# Margin comments on the Bradley–DMT pull-off force and the Tabor parameter

**1. Premises and signs.** Two smooth bodies are linearly elastic, frictionless and large compared with the interaction zone. Near the axis their undeformed gap is $h_0(r)=\Delta+r^2/2R$ with $1/R=1/R_1+1/R_2$; for a tip on a flat, $R$ is the tip radius. Two flat half-spaces of the same materials at gap $h$ have energy per area $W(h)$, with $W(\infty)=0$, and traction $\sigma(h)=dW/dh$, positive when attractive. $W$ has a single minimum at $h=z_0$, and $w=-W(z_0)=\int_{z_0}^\infty\sigma\,dh$ is the work of adhesion. For identical solids $w=2\gamma$, so $2\pi Rw$ and $4\pi R\gamma$ are one formula. $F$ is the attractive force and $P=-F$ the applied load, positive in compression. Where a coefficient needs a definite law, the 3–9 law is used:

$$\sigma=\frac{8w}{3z_0}\left[\frac{z_0^3}{h^3}-\frac{z_0^9}{h^9}\right],\qquad W=-\frac{w}{3}\left[\frac{4z_0^2}{h^2}-\frac{z_0^8}{h^8}\right].$$

Setting $d\sigma/dh=0$ gives $(h/z_0)^6=3$ and $\sigma_{\max}=16w/(9\sqrt3\,z_0)=1.026\,w/z_0$.

**2. Why the force law drops out for rigid bodies.** The Derjaguin approximation (1934) lets each surface element feel the traction of parallel plates at the local gap. The traction lives at $r\sim\sqrt{Rz_0}$, where the slope is $\sqrt{z_0/R}$, so this needs $z_0\ll R$. A paraboloid has $r\,dr=R\,dh$: equal intervals of gap own equal areas. Hence

$$F_0(\Delta)=\int_0^\infty\sigma(h_0)\,2\pi r\,dr=2\pi R\int_\Delta^\infty\sigma\,dh=-2\pi R\,W(\Delta).$$

The force on the sphere follows the energy of the plates. It is largest where $dF_0/d\Delta=-2\pi R\sigma(\Delta)=0$, that is at $\Delta=z_0$:

$$F_{\rm B}=2\pi Rw .$$

This is Bradley's result (1932). At the maximum only the apex sits at the equilibrium gap and every other element pulls, which is why the whole of $w$ is collected whatever the shape of $\sigma(h)$. Two equal spheres of radius $R_1$ have $R=R_1/2$ and $F_{\rm B}=\pi R_1w$. A cone or a flat punch has no constant area per gap interval, and there the shape of the law stays in the answer.

**3. What is pulled off.** On retraction through a spring of stiffness $k_s$ the state is stable while $k_s+dF_0/d\Delta>0$, i.e. $2\pi R\sigma(\Delta)<k_s$. Since $\sigma(z_0)=0$, the maximum of $F_0$ is always passed before the jump, and it coincides with the jump for $k_s\to0$. No jump occurs for $k_s>2\pi R\sigma_{\max}$. "Pull-off force" below means the maximum of $F$.

**4. Size of the geometric correction.** For pairwise additive forces a sphere above a half-space can be sliced exactly. Let $v(h)$ be the energy per volume of tip material at height $h$, so that $W(h)=\int_h^\infty v\,dh'$. The slice at height $z$ above the apex has area $\pi z(2R-z)$, which vanishes at both ends, so integration by parts gives

$$F=\pi\int_0^{2R}z(2R-z)\,v'(\Delta+z)\,dz=-2\pi\int_0^{2R}(R-z)\,v(\Delta+z)\,dz .$$

For $v\propto h^{-3}$ at large $h$, moving the upper limit to infinity changes $F$ by a relative $O(z_0^2/R^2)$. With $\int_0^\infty z\,v(\Delta+z)\,dz=\int_\Delta^\infty W\,dh$,

$$F=-2\pi RW(\Delta)+2\pi\int_\Delta^\infty W\,dh .$$

"Short range" thus means that $W$ falls faster than $1/h$ on a length small against $R$. For the 3–9 law $\int_{z_0}^\infty W\,dh=-(wz_0/3)(4-1/7)=-9wz_0/7$. The shift of the position of the maximum alters its height only at second order, so the relative correction to $F_{\rm B}$ is $-\tfrac97\,z_0/R$.

**5. The surface Green's function and the meaning of $E^*$.** A half-space has no length scale, so a normal pressure with Fourier transform $\tilde p(\mathbf k)$ depresses the surface by

$$\tilde u(\mathbf k)=\frac{2\,\tilde p(\mathbf k)}{k\,M(\varphi)},$$

with $\varphi$ the direction of $\mathbf k$. Reciprocity makes $M$ real with $M(\varphi+\pi)=M(\varphi)$, and positive strain energy makes it positive. For an isotropic solid at $z>0$ under $p\cos kx$, the biharmonic Airy function $(p/k^2)(1+kz)e^{-kz}\cos kx$ gives $\sigma_{zz}=-p(1+kz)e^{-kz}\cos kx$, $\sigma_{xx}=-p(1-kz)e^{-kz}\cos kx$ and no shear at $z=0$. In plane strain $E\epsilon_{zz}=(1-\nu^2)\sigma_{zz}-\nu(1+\nu)\sigma_{xx}$. The depth integral of $\sigma_{xx}$ vanishes and that of $\sigma_{zz}$ is $-(2p/k)\cos kx$, so $M=E/(1-\nu^2)=4G(3K+G)/(3K+4G)$ in terms of bulk and shear moduli. Both bodies carry the same pressure, their depressions add, and the contact modulus is defined by an angular mean of compliances:

$$\frac1{E^*}=\left\langle\frac1{M_1(\varphi)}+\frac1{M_2(\varphi)}\right\rangle_\varphi .$$

Below, $1/M$ stands for the sum inside the brackets.

**6. Why Hertz contact stays circular on (111).** Take $p=p_0\sqrt{1-r^2/a^2}$ for $r<a$. In polar coordinates the factor $1/k$ cancels the $k$ of the area element,

$$u(\mathbf r)=\frac{1}{4\pi^2}\int_0^{2\pi}\frac{2\,d\varphi}{M(\varphi)}\int_0^\infty\tilde p(k)\cos(kt)\,dk,\qquad t=r\cos(\varphi-\theta).$$

The inner integral is $\pi$ times the line integral of $p$ along the chord at distance $t$ from the centre, since $\tilde p$ along a ray is the one-dimensional transform of that projection. The chord integral of the semi-ellipsoid is $(\pi p_0a/2)[1-t^2/a^2]_+$, where $[x]_+=\max(x,0)$. Therefore

$$u(r,\theta)=\frac{p_0a}{4}\int_0^{2\pi}\frac{d\varphi}{M(\varphi)}\left[1-\frac{r^2\cos^2(\varphi-\theta)}{a^2}\right]_+ .$$

For $r<a$ the bracket is never clipped, and $\cos^2=\tfrac12(1+\cos2(\varphi-\theta))$ picks out only the harmonics 0 and 2 of $1/M$. On a cubic (111) face the threefold axis together with $M(\varphi+\pi)=M(\varphi)$ leaves only the harmonics 0, 6, 12 and so on. Against an isotropic tip the second harmonic is absent and

$$u=\frac{\pi p_0a}{2E^*}\left(1-\frac{r^2}{2a^2}\right).$$

Contact requires $u=\delta-r^2/2R$, where $\delta$ is the approach counted from first touch. The $r^2$ terms give $p_0=2E^*a/\pi R$, the constant gives $\delta=a^2/R$, and the load $P_H=\tfrac23\pi a^2p_0$ is

$$P_H=\frac{4E^*a^3}{3R}.$$

Outside, the opening $g=r^2/2R-\delta+u$ is the clipped part, $g=(p_0a/4)\int d\varphi\,M^{-1}[r^2\cos^2(\varphi-\theta)/a^2-1]_+$. Along every ray $g$ rises monotonically from zero and $u$ falls monotonically from $\delta/2$ to zero. For isotropic solids, with $\rho=r/a$, $g=(\delta/\pi)[(\rho^2-2)\arccos(1/\rho)+\sqrt{\rho^2-1}]$.

**7. The DMT premises.** Derjaguin, Muller and Toporov (1975) add two assumptions. (a) The repulsion is a hard wall at $h=z_0$, so that a contact disc of radius $a$ exists and carries compression only. (b) The attraction acts outside the disc and does not alter the Hertz shape. Force balance on the tip reads $P_H=P+F_{\rm ad}$ with $F_{\rm ad}=\int d\theta\int_a^\infty\sigma(z_0+g)\,r\,dr$.

**8. The outer attraction is not exactly $2\pi Rw$.** Put $s=r^2/2R=g+\delta-u$, so $r\,dr=R\,(dg-du)$ along a ray. Then

$$F_{\rm ad}=2\pi Rw+R\int d\theta\int\sigma\,(-du).$$

Since $0\le\sigma\le\sigma_{\max}$ and $u$ drops by $\delta/2$ in all,

$$0\le F_{\rm ad}-2\pi Rw\le\pi R\,\sigma_{\max}\delta .$$

Flattening brings more area into range. Dropping the excess gives the familiar form

$$a^3=\frac{3R}{4E^*}\,(P+2\pi Rw),\qquad\delta=\frac{a^2}{R},$$

in which the least load is $P=-2\pi Rw$ at $a=0$. There the shape is the undeformed paraboloid and the pull-off force is Bradley's: DMT inherits it and adds nothing to it. At zero load $a_0^3=3\pi wR^2/2E^*$.

**9. The Tabor parameter.** Scale gaps by $z_0$, radii by $\sqrt{Rz_0}$ and tractions by $w/z_0$. A displacement is a traction times a radius over $E^*$, so $u/z_0$ carries the single factor

$$\mu^{3/2}=\frac{R^{1/2}w}{E^*z_0^{3/2}},\qquad\mu=\left(\frac{Rw^2}{E^{*2}z_0^3}\right)^{1/3},$$

which defines the parameter of Tabor (1977). It enters at two different powers. The zero-load approach is $\delta_0=a_0^2/R=(3\pi/2)^{2/3}\mu z_0=2.81\,\mu z_0$. With the attractive branch of the 3–9 law the excess of comment 8 is at most $\sigma_{\max}\delta/2w=0.513\,\delta/z_0$ of $2\pi Rw$, which is $1.44\,\mu$ at zero load. Relative to $P_H=\tfrac43E^*R^{1/2}\delta^{3/2}$ the bound is $2.42\,\mu^{3/2}(z_0/\delta)^{1/2}$. At high load the offset $2\pi Rw$ is no longer assured, but it matters less and less. Near pull-off, for $\delta\lesssim\mu^3z_0$, the excess can rival $P_H$ and the predicted $a$ is unreliable, though the force concerned is only $O(\mu^3)$ of $F_{\rm B}$.

**10. Testing premise (b).** An axisymmetric traction moves the centre by $u_c=(1/\pi E^*)\int_0^\infty\tilde\sigma\,dk=(2/E^*)\int_0^\infty\sigma\,dr$, because $\int_0^\infty J_0(kr)\,dk=1/r$. At $\Delta=z_0$ put $r=\sqrt{2Rz_0}\,s$ and use $\int_0^\infty(1+s^2)^{-n}ds=(\pi/2)c_{n-1}$ with $c_n=\binom{2n}{n}/4^n$. The surfaces are drawn together by

$$u_c=\frac{8\sqrt2\,\pi}{3}(c_2-c_8)\,\mu^{3/2}z_0=2.12\,\mu^{3/2}z_0 .$$

This constant shifts $\delta$ but not $a$. The radius responds to curvature. The ring average of $1/|\mathbf r-\mathbf r'|$ for $r<r'$ is $(1/r')(1+r^2/4r'^2+\dots)$, so the closure grows outward by $(r^2/2E^*)\int\sigma\,dr'/r'^2$; on (111) the second harmonic is again absent. With $f=1/(1+s^2)$ one has $1-f=s^2f$ and $(f^3-f^9)/s^2=f^4+\dots+f^9$. The curvature $1/R$ of the gap is thus reduced by the fraction $(4\pi/3\sqrt2)\sum_{n=3}^8c_n\,\mu^{3/2}=4.33\,\mu^{3/2}$. For a law whose attraction is finite at the wall the integral is cut at $r'=a$, and the fraction is of order $R\sigma_{\max}/E^*a_0\sim\mu$.

**11. The first elastic correction to the pull-off force.** Drop both DMT premises and use the full 3–9 law. Let $\Delta$ fix the remote parts of the bodies and let the gap be $h_0+\eta(\mathbf r)$. The energy is $U(\Delta)=\min_\eta\left[\int W(h_0+\eta)\,d^2r+U_{\rm el}[\eta]\right]$ and $F=dU/d\Delta$. To lowest order the bracket is $U_0+\int\sigma_0\eta\,d^2r+U_{\rm el}[\eta]$ with $\sigma_0=\sigma(h_0)$. A linear term plus a positive quadratic form has the minimum $U_0-\mathcal E$, where $\mathcal E$ is the strain energy under $\sigma_0$:

$$\mathcal E=\frac12\int\frac{d^2k}{4\pi^2}\,\frac{2\tilde\sigma_0^2}{kM(\varphi)}=\frac{1}{2\pi E^*}\int_0^\infty\tilde\sigma_0^2\,dk .$$

Only the angular mean enters, whatever the crystal face. With $d=\Delta/z_0$ and $r=\sqrt{2R\Delta}\,s$, $\sigma_0=(8w/3z_0)(d^{-3}f^3-d^{-9}f^9)$ and

$$\mathcal E=\frac{(2Rz_0)^{3/2}}{2\pi E^*}\,\frac{64w^2}{9z_0^2}\left[J_{33}d^{-9/2}-2J_{39}d^{-21/2}+J_{99}d^{-33/2}\right],$$

where $J_{mn}=\int_0^\infty\widetilde{f^m}\,\widetilde{f^n}\,dq$ and $q$ is conjugate to $s$. Write $f^m=\Gamma(m)^{-1}\int_0^\infty t^{m-1}e^{-t(1+s^2)}dt$. The transform of $e^{-ts^2}$ is $(\pi/t)e^{-q^2/4t}$, and the $q$ integral of a product of two such Gaussians gives $\sqrt{\pi tt'/(t+t')}$. The substitution $t=Tx$, $t'=T(1-x)$ splits the rest into a gamma and a beta function:

$$J_{mn}=\pi^{5/2}\,\frac{\Gamma(m+n-\frac32)\,\Gamma(m-\frac12)\,\Gamma(n-\frac12)}{\Gamma(m+n-1)\,\Gamma(m)\,\Gamma(n)}=\pi^4c_{m+n-2}\,c_{m-1}\,c_{n-1}.$$

Numerically $J_{33}/\pi^4=0.038452$, $J_{39}/\pi^4=0.012976$ and $J_{99}/\pi^4=0.005397$. The maximum of $F_0-d\mathcal E/d\Delta$ changes at first order by the perturbation evaluated at $d=1$, where $b=(\tfrac92J_{33}-21J_{39}+\tfrac{33}{2}J_{99})/\pi^4=-0.01040$. Dividing by $2\pi Rw$,

$$\frac{F_{\max}}{2\pi Rw}=1+\frac{32\sqrt2\,\pi^2}{9}\,b\,\mu^{3/2}+O(\mu^3)=1-0.516\,\mu^{3/2}+O(\mu^3).$$

Elasticity lowers the pull-off force, towards the value $\tfrac32\pi Rw$ of the large-$\mu$ theory of Johnson, Kendall and Roberts (1971). The power $3/2$ follows from the scaling of comment 9; the coefficient belongs to the 3–9 law.

**12. Testing premise (a).** A wall of finite stiffness spreads the repulsion even between rigid bodies. For the 3–9 law, zero load means $W(\Delta_0)=0$, so $\Delta_0=4^{-1/6}z_0=0.794\,z_0$, and the gap lies below $z_0$ inside $r_{\rm rep}^2=2R(z_0-\Delta_0)=0.413\,Rz_0$. The DMT disc has $a_0^2=2.81\,\mu Rz_0$. The two are equal at $\mu=0.15$. Deep in the regime where the pull-off formula is best, the zero-load radius is governed by the wall and not by bulk elasticity, unless the true repulsion is much steeper than this law. Hertzian flattening takes over as $\delta$ approaches $z_0$, at loads of order $P^*=\tfrac43E^*R^{1/2}z_0^{3/2}$.

**13. Range of validity.** The force $2\pi Rw$ needs a smooth paraboloidal apex, $z_0\ll R$, a reversible law $W(h)$ without meniscus, charging or bond formation, no plastic flow, and small $\mu$. "Small" is best read from the coefficients. At $\mu=0.1$ the pull-off force is lowered by 1.6 %, while the zero-load offset in the $a^3$ relation may be too small by up to 14 %. The first-order formula would reach the ratio $3/4$ at $\mu=0.62$, so it must be abandoned well before that. The $a^3$ relation further needs $a\ll R$, a vanishing second harmonic of $1/M$, a steep wall, and many atoms in the disc. Roughness on the scale of $z_0$ spoils $r\,dr=R\,dh$ itself and escapes all these estimates.

**14. Tungsten carbide on diamond (111): the modulus.** The compiled constants of diamond at 300 K (Ioffe Institute) are $C_{11}=1079$, $C_{12}=124$ and $C_{44}=578$ GPa. They give $3K=C_{11}+2C_{12}=1327$ GPa and $C'=(C_{11}-C_{12})/2=477.5$ GPa. The cubic stiffness tensor has the eigenvalue $3K$ on hydrostatic strain and $2C'$ or $2C_{44}$ on deviatoric strain, so as a quadratic form it lies between the isotropic tensors $(K,C')$ and $(K,C_{44})$. The work of a given surface load equals the minimum of the complementary energy over admissible stress fields, so $1/M(\varphi)$ is ordered in the same way as the compliance tensors. On any face $1065\le M\le1210$ GPa. The Voigt average $G=(2C'+3C_{44})/5=537.8$ GPa gives $M=1153$ GPa, taken as the working value. The carbide is a hexagonal compound, to which the constants of bcc tungsten do not apply. The tip is treated as an isotropic polycrystal with the typical values $E\approx700$ GPa and $\nu\approx0.20$, so $M=729$ GPa. Then $E^*=447$ GPa, between 433 and 455 GPa. This spread enters $\mu$ at the power $2/3$, $a_0$ at the power $1/3$, and $F_{\rm B}$ not at all.

**15. The numbers.** Assume $R=100$ nm, $z_0=0.20$ nm and $w=0.050$ J/m² for a hydrogen-terminated, physically adhering interface.

| Quantity | Model value |
|---|---|
| $\mu^{3/2}$ | 0.0125 |
| $\mu$ | 0.054 |
| $2\pi Rw$ | 31.4 nN |
| elastic correction | −0.6 % |
| geometric correction | −0.3 % |
| $2\pi R\sigma_{\max}$ | 161 N/m |
| $a_0$ | 1.74 nm |
| $\delta_0$ | 0.030 nm |
| $p_0$ at zero load | 5.0 GPa |
| $r_{\rm rep}$ | 2.87 nm |
| $P^*$ | 533 nN |

The two corrections to the force are of one size and must be quoted together; they sum to about 0.3 nN. The radius is far less secure. The excess attraction, at most 8 % of the offset, can raise $a_0$ by up to 3 %, and the 5 % loss of curvature raises it by 2 %, since $a^3\propto R$ at fixed load. The soft wall of the 3–9 law replaces 1.74 nm by a repulsive zone of 2.87 nm before any elastic flattening. With an approximate lattice constant of 0.357 nm the (111) surface cell of area $\sqrt3a_L^2/4$ measures 0.0552 nm², and the DMT disc covers 172 cells, so the continuum picture is tolerable but not ample.

A diamond probe on silicon, with an approximate $M\approx175$ GPa for silicon and the same $R$, $w$ and $z_0$, has $E^*=152$ GPa, $\mu=0.11$ and an elastic correction of −1.9 % to the same 31.4 nN.

These figures are the model's. The input $w$ was chosen inside the range typical of tips on hydrogen-terminated diamond, roughly 0.010 to 0.12 J/m² according to termination, tip oxide and roughness. Such values are themselves usually obtained by dividing a pull-off force by $2\pi R$, so they cannot test the formula. Across that range the carbide–diamond model gives forces from 6.3 to 75.4 nN, $\mu$ from 0.018 to 0.097, and an elastic correction of at most 1.5 % in size: the force is uncertain through $w$ and $R$, while the contact stays on the Bradley–DMT side throughout.